**Where first-order relativity fails for gold: total energy, 5d levels and 5d gap**

The table holds 5d eigenvalues, mean radii, the 5d gap and the relativistic shift of the total energy for Au and Au⁺, from all-electron Dirac Kohn-Sham calculations (PW91, point nucleus) with a scaled speed of light. The program tests first-order perturbation theory in a frozen non-relativistic potential, using orbital corrections from further output of the same calculations. For the total energy it also tests a hydrogen-like Dirac model with one matched charge per subshell and a two-term series in 1/c². At the true speed of light, first-order theory underestimates the total shift of Au⁺ by 16%, and the hydrogen-like model by 1.2%. For the 5d5/2 level, first-order theory gives the wrong sign, and the discrepancy persists in the limit of weak relativity, which points to the neglected response of the potential. The 5d gap of Au⁺ is reproduced to 1.8%, because that response shifts both levels equally at order 1/c² and the higher-order effects largely offset each other.

The gold atom and the Au⁺ ion, calculated with Quantum ESPRESSO 7.5 (ld1.x) from the all-electron Dirac-Kohn-Sham equations with the PW91 functional, spherical densities, no spin polarisation and a point nucleus. The speed of light is multiplied by the factor shown. E(non-rel.) is the non-relativistic total energy for the same configuration, functional and nucleus.

## Script

```python
# Table: Dirac Kohn-Sham (PW91, ld1.x, point nucleus) 5d levels, radii, 5d gap and E(Dirac)-E(non-rel.) of Au, Au+
# with c scaled by f. Tested: first-order 1/c^2 theory with frozen potential, and a hydrogenic Dirac model of the total.
T = {
    'ion': ['Au', 'Au', 'Au+', 'Au+', 'Au+', 'Au+'],
    'Z': [79, 79, 79, 79, 79, 79],
    'charge': [0, 0, 1, 1, 1, 1],  # e
    'N': [79, 79, 78, 78, 78, 78],
    'configuration': ['[Xe] 4f14 5d10 6s1', '[Xe] 4f14 5d10 6s1', '[Xe] 4f14 5d10', '[Xe] 4f14 5d10', '[Xe] 4f14 5d10', '[Xe] 4f14 5d10'],
    'light_speed_factor': [0.85, 10.0, 0.85, 1.0, 1.25, 10.0],
    'dirac_eigenvalue_5d32': [-7.8188, -8.1226, -16.597, -16.375, -16.188, -15.911],  # eV
    'dirac_eigenvalue_5d52': [-5.7369, -8.1069, -14.447, -14.806, -15.176, -15.895],  # eV
    'dirac_mean_radius_5d32': [1.5696, 1.5774, 1.5318, 1.5358, 1.5401, 1.5479],  # bohr
    'dirac_mean_radius_5d52': [1.6938, 1.5782, 1.6303, 1.606, 1.5842, 1.5486],  # bohr
    'gap': [2.082, 0.01568, 2.15, 1.569, 1.012, 0.01597],  # eV
    'relativistic_energy_shift': [-1779.1, -9.8867, -1779.0, -1179.0, -703.29, -9.8862],  # hartree
}
import numpy as np
from scipy.constants import alpha, physical_constants as pc
Ha = pc['Hartree energy in eV'][0]
ion = T['ion']; A = lambda k: np.array(T[k], float)
f, S, g = A('light_speed_factor'), A('relativistic_energy_shift'), A('gap')
e3, e5 = A('dirac_eigenvalue_5d32'), A('dirac_eigenvalue_5d52')
r3, r5 = A('dirac_mean_radius_5d32'), A('dirac_mean_radius_5d52')
# further output of the non-rel. Au+ run: n, |kappa|, non-rel. level, level with first-order correction (hartree)
sub = np.array([(1,1,-2685.871,-2940.968),(2,1,-448.45,-517.09),(2,1,-431.17,-497.9),(2,2,-431.17,-444.19),
 (3,1,-105.17,-123.02),(3,1,-97.021,-113.92),(3,2,-97.021,-102.25),(3,2,-81.804,-86.409),(3,3,-81.804,-83.271),
 (4,1,-22.403,-27.04),(4,1,-18.887,-23.057),(4,2,-18.887,-20.311),(4,2,-12.421,-13.52),(4,3,-12.421,-12.873),
 (4,3,-3.7593,-4.0069),(4,4,-3.7593,-3.857),(5,1,-3.396,-4.3056),(5,1,-2.2851,-2.9888),(5,2,-2.2851,-2.5314),
 (5,2,-0.58457,-0.68769),(5,3,-0.58457,-0.62898)])
# further output, 5d: non-rel. level, first-order 5d3/2, 5d5/2 (hartree), non-rel. <r> (bohr), <r^-3>
d5 = {'Au': (-0.29859,-0.39982,-0.34218,1.5775,12.74), 'Au+': (-0.58457,-0.68769,-0.62898,1.548,12.976)}
n, k = sub[:,0], sub[:,1]; occ = 2*k; d1 = sub[:,3]-sub[:,2]; S1 = (occ*d1).sum()
Ze = (-d1*2*n**4/alpha**2/(n/k-0.75))**0.25
def dirac(ff):
    c = ff/alpha; x = (Ze/c)**2
    return occ*(c*c*((1+x/(n-k+np.sqrt(k*k-x))**2)**-0.5-1)+Ze**2/(2*n*n))
p = sorted([i for i in range(len(f)) if ion[i] == 'Au+'], key=lambda i: -f[i])
top = {s: max((i for i in range(len(f)) if ion[i] == s), key=lambda i: f[i]) for s in d5}
print('1. Scaling: species f (Z alpha/f)^2 | shift*f^2 (Ha), vs f=10 | gap*f^2 (eV), vs f=10')
for i in range(len(f)):
    t = top[ion[i]]
    print(f"{ion[i]:3s} {f[i]:5.2f} {(T['Z'][i]*alpha/f[i])**2:.4f} | {S[i]*f[i]**2:8.1f} {100*(S[i]*f[i]**2/(S[t]*f[t]**2)-1):+5.1f}%"
          f" | {g[i]*f[i]**2:.3f} {100*(g[i]*f[i]**2/(g[t]*f[t]**2)-1):+5.1f}%")
print('rounding: shift < 0.01%, gap <= 0.05%')
for a, b in zip(p[:-1], p[1:]):
    L = np.log(f[a]/f[b])
    print(f"Au+ local exponent in 1/f, f {f[a]:.2f}->{f[b]:.2f}: shift {np.log(S[b]/S[a])/L:.3f}, gap {np.log(g[b]/g[a])/L:.3f}")
print(f"2. Au+ first-order sum at f=1: {S1:.1f} Ha; 1s share {100*occ[0]*d1[0]/S1:.0f}%, |kappa|=1 share {100*(occ*d1)[k==1].sum()/S1:.0f}%")
print(f"matched charges 1s {Ze[0]:.1f}, 2s {Ze[1]:.1f}, 2p1/2 {Ze[2]:.1f}, 3s {Ze[4]:.1f}")
B, A0 = np.polyfit(f[p[:2]]**-2.0, S[p[:2]]*f[p[:2]]**2, 1)
print(f"two-term A/f^2+B/f^4 through f=10,1.25: A {A0:.1f} B {B:.1f} Ha, B/A {B/A0:.3f}; (Z alpha)^2/2 = {(79*alpha)**2/2:.3f}")
print('f | table (Ha) | Ha and % error: first order | 1s only enhanced | hydrogenic Dirac | two-term')
for i in p:
    D = dirac(f[i]); m = [S1/f[i]**2, (S1-occ[0]*d1[0])/f[i]**2+D[0], D.sum(), A0/f[i]**2+B/f[i]**4]
    print(f"{f[i]:5.2f} | {S[i]:.5g} | "+' | '.join(f"{v:.5g} {100*(v/S[i]-1):+.1f}%" for v in m))
ex = dirac(1.0)-occ*d1; i1 = [i for i in p if f[i] == 1][0]
print(f"f=1 beyond first order: table {S[i1]-S1:.1f} Ha, model {ex.sum():.1f} (1s {ex[0]:.1f}, 2s+2p1/2 {ex[1:3].sum():.1f}, rest {ex[3:].sum():.1f})")
print('3. 5d level shifts from non-rel., times f^2 (eV)')
for s, v in d5.items():
    print(f"{s}: non-rel. {v[0]*Ha:.4f} eV; first order 3/2 {(v[1]-v[0])*Ha:+.3f}, 5/2 {(v[2]-v[0])*Ha:+.3f}, gap {(v[2]-v[1])*Ha:.3f}")
print('species f | Dirac 3/2, 5/2 | miss (Dirac - first order) 3/2, 5/2 | rounding floor | gap error of first order')
sh5, miss = [], []
for i in range(len(f)):
    v = d5[ion[i]]; a, b = (e3[i]-v[0]*Ha)*f[i]**2, (e5[i]-v[0]*Ha)*f[i]**2
    m3, m5 = a-(v[1]-v[0])*Ha, b-(v[2]-v[0])*Ha; sh5.append(b); miss.append((m3, m5))
    fl = ((5e-5 if ion[i] == 'Au' else 5e-4)+5e-6*Ha)*f[i]**2
    print(f"{ion[i]:3s} {f[i]:5.2f} | {a:+.3f} {b:+.3f} | {m3:+.3f} {m5:+.3f} | {fl:.3f} | {100*((v[2]-v[1])*Ha/f[i]**2/g[i]-1):+.1f}%")
print(f"miss Au minus Au+ at f=10 (5/2): {miss[top['Au']][1]-miss[top['Au+']][1]:+.2f} eV; Au 6s <r> change*f^2 {(3.3638-3.3685)*100:+.2f} bohr (further output)")
print(f"gap ratio Au/Au+ at f=10 {g[top['Au']]/g[top['Au+']]:.4f} (+-0.0005); non-rel. <r^-3> ratio {d5['Au'][4]/d5['Au+'][4]:.4f}")
print('4. <r> change from non-rel. (%; floor about 0.03): 5d3/2, 5d5/2, occupation-weighted mean')
for i in range(len(f)):
    r0 = d5[ion[i]][3]
    print(f"{ion[i]:3s} {f[i]:5.2f} {100*(r3[i]/r0-1):+.2f} {100*(r5[i]/r0-1):+.2f} {100*((.4*r3[i]+.6*r5[i])/r0-1):+.2f}")
for ff, fl in ((0.85, 0.1), (10.0, 1e-4)):
    j = {ion[i]: S[i] for i in range(len(f)) if f[i] == ff}
    print(f"shift Au - Au+ at f={ff}: {j['Au']-j['Au+']:+.4f} Ha, rounding {fl} Ha")
assert np.all(np.diff(-S[p]*f[p]**2) > 0) and np.all(np.diff(g[p]*f[p]**2) < 0)
assert abs(S1/f[p[0]]**2/S[p[0]]-1) < 0.01
assert min(sh5) > 0 and all(v[2] < v[0] for v in d5.values())
assert all(m3 > 0 and abs(m3-m5) < 0.1*m3 for m3, m5 in miss)
```

Output:

```
1. Scaling: species f (Z alpha/f)^2 | shift*f^2 (Ha), vs f=10 | gap*f^2 (eV), vs f=10
Au   0.85 0.4600 |  -1285.4 +30.0% | 1.504  -4.1%
Au  10.00 0.0033 |   -988.7  +0.0% | 1.568  +0.0%
Au+  0.85 0.4600 |  -1285.3 +30.0% | 1.553  -2.7%
Au+  1.00 0.3323 |  -1179.0 +19.3% | 1.569  -1.8%
Au+  1.25 0.2127 |  -1098.9 +11.2% | 1.581  -1.0%
Au+ 10.00 0.0033 |   -988.6  +0.0% | 1.597  +0.0%
rounding: shift < 0.01%, gap <= 0.05%
Au+ local exponent in 1/f, f 10.00->1.25: shift 2.051, gap 1.995
Au+ local exponent in 1/f, f 1.25->1.00: shift 2.315, gap 1.965
Au+ local exponent in 1/f, f 1.00->0.85: shift 2.531, gap 1.938
2. Au+ first-order sum at f=1: -988.2 Ha; 1s share 52%, |kappa|=1 share 88%
matched charges 1s 78.7, 2s 75.8, 2p1/2 75.3, 3s 70.1
two-term A/f^2+B/f^4 through f=10,1.25: A -986.9 B -175.0 Ha, B/A 0.177; (Z alpha)^2/2 = 0.166
f | table (Ha) | Ha and % error: first order | 1s only enhanced | hydrogenic Dirac | two-term
10.00 | -9.8862 | -9.8823 -0.0% | -9.8907 +0.0% | -9.8964 +0.1% | -9.8862 -0.0%
 1.25 | -703.29 | -632.46 -10.1% | -672.25 -4.4% | -698.59 -0.7% | -703.29 +0.0%
 1.00 | -1179 | -988.23 -16.2% | -1095 -7.1% | -1164.6 -1.2% | -1161.9 -1.5%
 0.85 | -1779 | -1367.8 -23.1% | -1597.4 -10.2% | -1744.1 -2.0% | -1701.2 -4.4%
f=1 beyond first order: table -190.8 Ha, model -176.4 (1s -106.8, 2s+2p1/2 -53.9, rest -15.7)
3. 5d level shifts from non-rel., times f^2 (eV)
Au: non-rel. -8.1250 eV; first order 3/2 -2.755, 5/2 -1.186, gap 1.568
Au+: non-rel. -15.9070 eV; first order 3/2 -2.806, 5/2 -1.208, gap 1.598
species f | Dirac 3/2, 5/2 | miss (Dirac - first order) 3/2, 5/2 | rounding floor | gap error of first order
Au   0.85 | +0.221 +1.725 | +2.976 +2.912 | 0.000 | +4.3%
Au  10.00 | +0.245 +1.815 | +2.999 +3.001 | 0.019 | +0.0%
Au+  0.85 | -0.499 +1.055 | +2.307 +2.263 | 0.000 | +2.8%
Au+  1.00 | -0.468 +1.101 | +2.338 +2.309 | 0.001 | +1.8%
Au+  1.25 | -0.439 +1.142 | +2.367 +2.351 | 0.001 | +1.0%
Au+ 10.00 | -0.404 +1.196 | +2.402 +2.404 | 0.064 | +0.0%
miss Au minus Au+ at f=10 (5/2): +0.60 eV; Au 6s <r> change*f^2 -0.47 bohr (further output)
gap ratio Au/Au+ at f=10 0.9818 (+-0.0005); non-rel. <r^-3> ratio 0.9818
4. <r> change from non-rel. (%; floor about 0.03): 5d3/2, 5d5/2, occupation-weighted mean
Au   0.85 -0.50 +7.37 +4.22
Au  10.00 -0.01 +0.04 +0.02
Au+  0.85 -1.05 +5.32 +2.77
Au+  1.00 -0.79 +3.75 +1.93
Au+  1.25 -0.51 +2.34 +1.20
Au+ 10.00 -0.01 +0.04 +0.02
shift Au - Au+ at f=0.85: -0.1000 Ha, rounding 0.1 Ha
shift Au - Au+ at f=10.0: -0.0005 Ha, rounding 0.0001 Ha
```
